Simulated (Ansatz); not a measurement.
**Strength of the Si–H bond: C2H8Si2 → C2H7Si2 + H**

Species: C2H8Si2 `[SiH3]/C=C/[SiH3]`, singlet; C2H7Si2 `[SiH2]/C=C/[SiH3]`, doublet; H atom, doublet. 

Shapes, held fixed at every level: PBE0-D4/def2-TZVP. Flexible molecules stand in one conformer, not always the lowest. Programs: Ansatz 0.2.0. The zero-point and thermal change to 298 K, harmonic and unscaled (PBE0-D4/def2-TZVP), is -19.6 kJ/mol.

```tsv
level	kind	ΔH(298 K) (kJ/mol)	CPU time (sum over the molecules)
HF/def2-SVP	Hartree–Fock	+286.5	–
r2SCAN-D4/def2-TZVPP	meta-GGA	+351.5	40 s
PBE0-D4/def2-TZVPP	global hybrid	+353.2	28 s
r2SCAN0-D4/def2-TZVPP	global hybrid	+354.9	44 s
wB97M-V/def2-TZVPP	range-separated hybrid	+378.4	88 s
wB97X-V/def2-TZVPP	range-separated hybrid	+378.0	67 s
B2PLYP/def2-TZVPP	double hybrid	+369.4	41 s
```

B2PLYP/def2-TZVPP gives ΔH(298 K) = +369.4 kJ/mol; the levels span +286.5 to +378.4. The median of the levels is +354.9. Hartree–Fock misses the correlation of the pair that is broken and comes out low. No measured value is set beside it here. Spin contamination: C2H7Si2 (⟨S²⟩ up to 0.91). Open shells run unrestricted unless RO is named. Times are processor times on shared x86 and Arm servers, and rough.

Breaking this Si–H bond is strongly endothermic at every level, as expected for homolysis of a covalent bond with no new bond formed in return. The density functionals fall into two groups, with r2SCAN, PBE0 and r2SCAN0 at the lower end and the two range-separated hybrids near +378 kJ/mol; B2PLYP lies between them. Going from r2SCAN to r2SCAN0 barely moves the result, so the global share of exact exchange alone is unlikely to explain the gap.

The radical centre sits next to the C=C bond, so its spin can spread into the π system, and the ⟨S²⟩ of up to 0.91 probably reflects the accompanying spin polarisation. This allyl-like stabilisation should be modest, because the diffuse silicon 3p orbital overlaps poorly with carbon 2p and silyl centres prefer to be pyramidal. The negative vibrational and thermal correction mainly reflects the loss of the Si–H stretching and bending modes. Without a saturated silane for comparison, the vinyl group's effect on the bond strength remains undetermined.
